**Q:** I want to know which atoms hold the filled states of ZnSe near the valence top. What would a purely ionic picture give?

**A:** Take two electrons from each zinc atom and give them to selenium. Zinc keeps a full 3d shell of ten electrons, and selenium gets a full 4p shell of six. These sixteen electrons fill two groups of bands: five bands made mainly of Zn 3d and, above them, three made mainly of Se 4p. The Se 4s band lies below the energy window used here, so it doesn't enter the count. The calculation then asks how much of each atomic orbital the filled bands contain, and at what average energy below the valence top.

SIESTA 5.4.2, DFT with the vdW-DF-cx functional, for ZnSe (F-43m), with PseudoDojo 0.4 standard norm-conserving pseudopotentials and a TZTP basis. Electrons and band centres come from the projected density of states (12×12×12 k mesh, 0.2 eV broadening), from 9.1 eV below the valence top up to the gap. Energies are relative to the valence top.

| projection name | projection electrons (e) | projection band centre (eV) |
| --- | --- | --- |
| Se_s | 0.080 | -3.570 |
| Se_p | 4.600 | -2.810 |
| Se_d | 0.260 | -4.620 |
| Zn_s | 0.610 | -4.100 |
| Zn_p | 0.790 | -2.400 |
| Zn_d | 9.720 | -5.830 |

**Q:** Zn d comes out at 9.72 electrons. Does zinc have holes in its d shell?

**A:** No. The projections add up to 16 electrons within 0.1, which is what eight full bands hold, and the calculation finds a gap above them. The d bands are full, but they aren't made of pure d orbitals. A projection divides each band among the orbitals that overlap in it, and the small shortfall of 0.28 can come from that division as well as from real mixing with levels outside these eight bands.

**Q:** Selenium is much further off, with 4.60 p electrons where you promised six. Why does the ionic count work for one shell and fail for the other?

**A:** Because it matters whether an orbital mixes with a filled level or with an empty one. Take two orthogonal orbitals $a$ and $b$ that mix by an angle $\theta$ into the levels $\cos\theta\,a+\sin\theta\,b$ and $-\sin\theta\,a+\cos\theta\,b$. If both levels are filled with two electrons each, orbital $a$ holds $2\cos^2\theta+2\sin^2\theta=2$ electrons, exactly as before mixing. If only the first is filled, $a$ keeps $2\cos^2\theta$ and $b$ gains $2\sin^2\theta$.

Zn 3d and Se 4p are both filled, so mixing between them moves their character up and down in energy but leaves the counts at ten and six. The empty partners are Zn 4s and 4p. Se 4p mixes with them strongly, and this is a large part of the covalent bonding between zinc and selenium. The compact 3d shell takes much less part in it.

**Q:** Is there a simpler case in which I can picture this?

**A:** The molecule LiH. In the ionic picture hydrogen holds both electrons in its 1s orbital and the lithium 2s orbital is empty; the bond mixes some 2s into the filled level, so hydrogen holds fewer than two. Se 4p plays the part of hydrogen 1s, and Zn 4s and 4p that of lithium 2s. The comparison ends there, since LiH has neither a filled d shell nor bands whose mixing changes with the wave vector.

**Q:** Do the numbers bear this out?

**A:** They fit it. Zn s and Zn p, which would be empty in the ionic crystal, together hold 1.40 electrons, and Se p is short of six by the same amount. The exact match shouldn't impress you, because the total is fixed near sixteen and the other deviations from the ionic count are small and nearly cancel. What carries weight is where the deviation sits: Se p misses its ionic count by 23% and Zn d by only 3%.

The printed analysis after this text compares the six projections with two reference counts that have no adjustable constant, the ionic crystal and the free atoms. Both miss by typically 0.7 electrons. Se p and Zn s lie between the two references, while Zn p is empty in both and yet holds 0.79 electrons, so neither picture describes the bond.

**Q:** Then may I read the selenium count as an ionic charge?

**A:** No. The Se 4s band below the window also carries some zinc character, so a charge would need that band too. For the same reason the 0.08 electrons of Se s are a remainder in the upper bands, while most of the 4s character lies in the filled band below.

**Q:** Now the energies. Zn s is centred 1.7 eV below Zn p. Is that simply because 4s lies below 4p in the zinc atom?

**A:** The centre tells you something else. Both zinc levels are mainly empty in the crystal, and the centre shows where the filled bands contain a little of them. Symmetry decides where that can happen.

At the centre of the Brillouin zone, where the valence top lies, the Se p orbitals have the same phase in every cell. A Zn s orbital then meets as many positive as negative lobes on its four neighbours, and the overlaps cancel. Zn p orbitals have lobes of their own, so for them the overlap survives, and Zn p character can reach the valence top. That fits its centre, the highest in the table. Away from the zone centre the phases change from cell to cell, and Zn s can bond with the Se p orbitals that point along the wave. That bonding pushes the band down, so Zn s character collects in the lower part of the upper valence bands.

**Q:** Does selenium show the same order?

**A:** Yes, Se s is centred 0.76 eV below Se p, and the same symmetry keeps it out of the valence top. The table shows the order on both atoms; the reason is an argument from symmetry, which bands resolved by wave vector would test directly. The amounts of Zn s and Zn p are the least secure values here, because the zinc basis was built from an atomic level that is off by about 3 eV. The size of the Se p shortfall is uncertain with them, since the total is fixed and the projection divides shared charge according to the basis.

**Q:** Se d looks odd. Why does it sit between the Se p and Zn d centres, at −4.62 eV?

**A:** These aren't the electrons of selenium's own full 3d shell, which lies below the window. My guess is that the small d count has two sources. The d functions on selenium help to describe the tails of the neighbouring Zn 3d shells, and they also let the Se p charge deform towards its bonds. The first source would pull the centre down towards Zn d, the second up towards Se p.

**Q:** In photoemission I see a sharp Zn 3d peak. Should I look for it at the Zn d centre, −5.83 eV?

**A:** Not exactly, because the centre averages the main 3d bands with whatever d character has mixed into the upper bands. Suppose, as a trial, that a tenth of the d character lies at the Se p centre, −2.81 eV. The main bands at energy $E$ must then satisfy $-5.83=0.9\,E+0.1\times(-2.81)$, which gives $E=-6.17$ eV. So even modest mixing puts the calculated peak a few tenths of an eV below the centre.

Your measured peak should lie deeper still, because functionals of this kind place the Zn 3d shell too high. That brings it too close to Se 4p and exaggerates the mixing between them, so the d character at the valence top is overstated too. By the argument above, this error shifts character between filled bands and should affect the electron counts far less than the energies.

Numerical output:

```
Electrons in the window against two counting limits:
   row  computed  ionic limit  computed less ionic  free atoms  computed less atoms
  Se_s      0.08            0                 0.08           0                 0.08
  Se_p       4.6            6                 -1.4           4                  0.6
  Se_d      0.26            0                 0.26           0                 0.26
  Zn_s      0.61            0                 0.61           2                -1.39
  Zn_p      0.79            0                 0.79           0                 0.79
  Zn_d      9.72           10                -0.28          10                -0.28
Sum of all projections in e: 16.06
Excess of the sum over 16 in e: 0.06
Zn d short of ten in e: 0.28
Electrons outside the Zn d projection in e: 6.34
Se p share of the electrons outside Zn d in percent: 72.56
Zn s and Zn p together in e: 1.4
Zn s and p share of the electrons outside Zn d in percent: 22.08
Se p short of six in e: 1.4
Se s and Se d together in e: 0.34
Root mean square miss of the ionic limit in e: 0.7198
Root mean square miss of the free atoms in e: 0.7151
Zn d centre below Se p centre in eV: 3.02
Zn s centre below Zn p centre in eV: 1.7
Se s centre below Se p centre in eV: 0.76
Zn p centre above Se p centre in eV: 0.41
Common centre of Zn s and Zn p weighted by electrons in eV: -3.141
Common Zn s and p centre below Se p centre in eV: 0.3307
Se d centre as fraction of the way from Se p down to Zn d: 0.5993
Main 3d band in eV if a tenth of Zn d weight lay at the Se p centre: -6.166
Depth of that main band below the Zn d centre in eV: 0.3356
```
